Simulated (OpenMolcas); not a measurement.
# A ladder of methods for SiS (SMILES [Si-]#[S+])

SiS has 2 atoms, charge 0, and is taken as a singlet. SMILES: `[Si-]#[S+]`. Geometry: the measured bond length.

```xyz
2

Si    0.0000    0.0000    0.0000
S     0.0000    0.0000    1.9293
```

Quantity: the energy change with the Si1–S2 bond stretched from 1.929 to 2.894 Å, in eV. The values are calculated.

| level | kind | program | value (eV) | less FCI/STO-3G | CPU time (all runs) |
| --- | --- | --- | --- | --- | --- |
| HF/STO-3G (restricted) | Hartree–Fock | OpenMolcas | 6.88 | +1.80 | 3.3 s |
| SVWN5/STO-3G (restricted) | LDA | OpenMolcas | 6.06 | +0.98 | 6 s |
| PBE/STO-3G (restricted) | GGA | OpenMolcas | 5.79 | +0.71 | 6.1 s |
| r2SCAN/STO-3G (restricted) | meta-GGA | OpenMolcas | 6.20 | +1.12 | 6.8 s |
| B3LYP/STO-3G (restricted) | global hybrid | OpenMolcas | 6.32 | +1.24 | 6.2 s |
| PBE0/STO-3G (restricted) | global hybrid | OpenMolcas | 6.74 | +1.66 | 5.8 s |
| B2PLYP/STO-3G (restricted) | double hybrid | OpenMolcas | 6.38 | +1.30 | 7.4 s |
| CISD/STO-3G (restricted) | coupled cluster or CI | OpenMolcas | 5.42 | +0.34 | 3.7 s |
| FCI/STO-3G | exact in the basis | OpenMolcas | 5.08 | 0.00 | 4 s |

FCI/STO-3G is exact within its basis and frozen core, so for wave-function methods in that basis the difference is their error; functionals converge differently with the basis, so for them it is only a difference. Spin-restricted single references rise too steeply as a bond breaks, Hartree–Fock most of all. Perturbation and coupled-cluster corrections on them can overshoot downwards. The first shape isn't each level's own minimum. The values span 5.08 to 6.88 eV. All rows use very small basis sets, so even the best lies far from the true value. CPU times are rough (shared hosts, several kinds of processor): they show what a rung costs within a factor of a few.

Correlation matters much more in the stretched molecule than near equilibrium: it lowers the cost of stretching from 6.88 eV in Hartree–Fock to 5.08 eV in full CI. As the Si–S distance grows, the 3p overlap falls, most quickly in the two π bonds, and the bonding and antibonding levels draw together. Configurations with electron pairs moved into π* and σ* then gain weight, reducing the excess ionic character that a single closed-shell determinant retains. CISD captures most of this effect. The remaining +0.34 eV reflects the missing higher excitations, notably simultaneous pair excitations in different components of the multiple bond.

Among the functionals, the step from PBE to PBE0 raises the value from 5.79 to 6.74 eV, as expected when exact exchange replaces part of the semilocal exchange that partly mimics static correlation. B2PLYP lies below PBE0 despite its larger share of exact exchange, probably because its perturbative correlation favours the stretched geometry. None of these values is a dissociation energy, since the fragments still interact at 2.894 Å.
